**Can I read the CH4/CH3D + OH isotope effect straight off the product ratio?**

> I am working through a practice problem (made-up numbers, no lab data). A trace of CH3D in CH4 is oxidised by OH at 296 K. $R_0$ is the starting ratio CH3D/CH4, and $R_p$ is the ratio of CH3D consumed to CH4 consumed, with all product pooled. The sheet gives $R_p/R_0 = 0.8314$ at 50 % conversion of CH4 and $0.8910$ at 80 %. Products form in proportion to the rate constants, so surely KIE $= R_0/R_p$? Why do the two lines give different answers?

**Answer**

$R_0/R_p$ equals the KIE only in the limit of zero conversion. At 50 % it misses 30 % of the effect in this system.

Conventions: $L$ and $H$ are the concentrations of CH4 (light) and CH3D (heavy), ratios are heavy over light, $\alpha = k_L/k_H$ is the KIE, and $F = 1 - L/L_0$ is the conversion of the light species. $k_H$ is the total for CH3D, summed over the channels CH2D + H2O and CH3 + HDO. Removal is irreversible, isothermal and first order in each isotopologue:

$$\dot L = -k_L[\mathrm{OH}]\,L, \qquad \dot H = -k_H[\mathrm{OH}]\,H .$$

### The attempt (wrong, do not copy)

Let $P_L = L_0 - L$ and $P_H = H_0 - H$ be the amounts consumed.

1. Divide the rates: $\dfrac{dP_H}{dP_L} = \dfrac{k_H H}{k_L L}$.
2. The mixture has composition $H/L = R_0$, so $\dfrac{dP_H}{dP_L} = \dfrac{R_0}{\alpha}$.
3. Integrate: $R_p = P_H/P_L = R_0/\alpha$, so $\alpha = R_0/R_p$.

At $F = 0.50$ this gives the wrong result $\alpha = 1/0.8314 = 1.203$. As an effective difference in activation free energy, with $k_BT = 25.5$ meV at 296 K, it reads $k_BT\ln 1.203 = 4.7$ meV, also wrong.

### The symptom

The same recipe at $F = 0.80$ gives $1/0.8910 = 1.122$, or 2.9 meV. A ratio of rate constants at fixed temperature cannot depend on when the run was stopped. The limit is worse. When everything has reacted, every molecule is in the product pool, so $R_p \to R_0$ and the recipe returns 1 whatever $\alpha$ is.

Mass balance shows the contradiction within a single run. With $R_s = H/L$ in the recovered reactant, $H_0 = H + P_H$ divided by $L_0$ gives

$$(1-F)\,R_s + F\,R_p = R_0 .$$

The sheet's numbers then force $R_s/R_0 = 1.169$ at $F = 0.50$ and $1.436$ at $F = 0.80$. The leftover methane is 17 % and 44 % richer in CH3D than at the start.

### The faulty line

Line 2. Line 1 is exact, but it contains the current ratio $R_s$, and $R_s = R_0$ holds only at the start. CH4 is removed faster, the remainder is enriched in CH3D, and later increments of product are heavier than early ones. The pooled product averages over all of them.

### The mended calculation

Dividing the rate laws removes $[\mathrm{OH}](t)$, whatever its history: $d\ln H = \alpha^{-1}\, d\ln L$. Integrating from the start,

$$\frac{H}{H_0} = (1-F)^{1/\alpha}, \qquad \frac{R_s}{R_0} = (1-F)^{1/\alpha - 1}.$$

Line 1 with the right ratio is $dP_H/dP_L = R_s/\alpha$, and $dP_L = L_0\,dF$, so

$$\frac{R_p}{R_0} = \frac1F\int_0^F \frac{(1-F')^{1/\alpha-1}}{\alpha}\,dF' = \frac{1-(1-F)^{1/\alpha}}{F}.$$

This tends to $1/\alpha$ for $F\to0$ and to 1 for $F\to1$, and it satisfies the mass balance. Solving each expression for $\alpha$:

$$\alpha = \frac{\ln(1-F)}{\ln(1 - F R_p/R_0)} = \frac{\ln(1-F)}{\ln[(1-F)R_s/R_0]} .$$

Both denominators are $\ln(H/H_0)$. With the sheet's data:

- $F = 0.50$: $H/H_0 = 0.5843$, and $\alpha = (-0.6931)/(-0.5373) = 1.290$.
- $F = 0.80$: $H/H_0 = 0.2872$, and $\alpha = (-1.6094)/(-1.2476) = 1.290$.

The drift is gone, and $k_BT\ln\alpha = 6.5$ meV. A value of about 1.29 is typical for this pair near room temperature and the practice numbers are simply the model evaluated with it, so getting it back tests the inversion and says nothing new about methane.

### Size of the error

Call the naive value $\alpha_{\rm app} = R_0/R_p$. Expanding the product formula,

$$\alpha_{\rm app} = \alpha - \frac{\alpha-1}{2}F - \frac{\alpha^2-1}{12\,\alpha}F^2 + O(F^3).$$

The share of the effect $\alpha - 1$ that is lost is $F/2$ to first order, independent of $\alpha$. From the full formulas with $\alpha = 1.29$ at 296 K:

| $F$ | $R_s/R_0$ | $R_p/R_0$ | $\alpha_{\rm app}$ | share of $\alpha-1$ lost | $k_BT\ln\alpha_{\rm app}$ (meV) |
|---|---|---|---|---|---|
| 0.10 | 1.024 | 0.784 | 1.275 | 5 % | 6.2 |
| 0.20 | 1.051 | 0.794 | 1.259 | 11 % | 5.9 |
| 0.50 | 1.169 | 0.831 | 1.203 | 30 % | 4.7 |
| 0.80 | 1.436 | 0.891 | 1.122 | 58 % | 2.9 |
| 0.95 | 1.961 | 0.949 | 1.053 | 82 % | 1.3 |

At half conversion the error is $-0.087$ in $\alpha$, or 1.8 meV out of 6.5 meV, and it is always toward unity.

The mechanistic reading suffers more. In a crude site model each C–H bond reacts with rate constant $k$ and the C–D bond with $k/p$, so $\alpha = 4/(3 + 1/p)$ and $1/p = 4/\alpha - 3$. Then $\alpha = 1.290$ gives a primary effect $p \approx 10$, and 1.203 gives $p \approx 3$. The model neglects the secondary effect, which matters. If the three C–H bonds of CH3D react slower by a factor 1.01, the 3 becomes $3/1.01$ and $p \approx 10$ drops to about 8. One figure is all this supports, and the slip is still larger.

### Which pool to analyse, and when to stop

For the recovered reactant, $1/\alpha = 1 + \ln(R_s/R_0)/\ln(1-F)$. Take a relative uncertainty $\delta\ln R$ in the ratio of ratios and an absolute uncertainty $\delta F$, both independent of conversion. Differentiation gives

$$|\delta\alpha|_R = \frac{\alpha^2\,\delta\ln R}{|\ln(1-F)|}, \qquad |\delta\alpha|_F = \frac{\alpha\,|\alpha-1|\,\delta F}{(1-F)\,|\ln(1-F)|}.$$

The first falls steadily with conversion. In the second, $x|\ln x|$ with $x = 1-F$ has derivative $-\ln x - 1$, which vanishes at $x = 1/e$, so the error from $F$ is least at $F = 0.632$. With assumed values $\delta\ln R = 0.002$ and $\delta F = 0.01$, the pair $(|\delta\alpha|_R, |\delta\alpha|_F)$ is $(0.015,\,0.021)$ at $F = 0.20$, $(0.0033,\,0.010)$ at $1-F = 1/e$ and $(0.0011,\,0.025)$ at $F = 0.95$.

These rules belong to the reactant only. For the product, with $y = (1-F)^{1/\alpha}$,

$$|\delta\alpha|_R = \frac{\alpha^2\,(1-y)\,\delta\ln R}{y\,|\ln(1-F)|},$$

which starts from $\alpha\,\delta\ln R$ at $F \to 0$ and grows with conversion. The error from $F$ is

$$|\delta\alpha|_F = \frac{\alpha^2\,\delta F}{|\ln(1-F)|}\left|\frac{1}{\alpha(1-F)} - \frac{1-y}{F\,y}\right| ,$$

which starts from $|\alpha-1|\,\delta F/2$. At $F = 0.50$ the same assumed uncertainties give 0.0034 and 0.0031, far below the bias of 0.087. Replicates at one conversion would agree with each other and hide the slip, so vary $F$.

### Two cautions specific to this system

$F$ is the conversion of CH4. The total conversion is $F_{\rm tot} = F(1 + R_p)/(1+R_0)$, hence $F - F_{\rm tot} = F(R_0 - R_p)/(1+R_0)$. At $F = 0.50$ this is $5\times10^{-5}$ for a natural ratio $R_0$ of approximately $6\times10^{-4}$, which is negligible, and 0.042 for a 1:1 mixture, which is not.

$R_p$ counts every CH3D consumed, so the deuterium in both channels must be collected. An assay that sees only carbon-bound deuterium returns $\phi R_p$ at trace CH3D, provided later oxidation steps strip none of it, where $\phi$ is the constant branching fraction to CH2D + H2O. That factor has to be divided out before the logarithm is taken. Recovered methane has no such factor, which makes it the simpler pool to analyse here.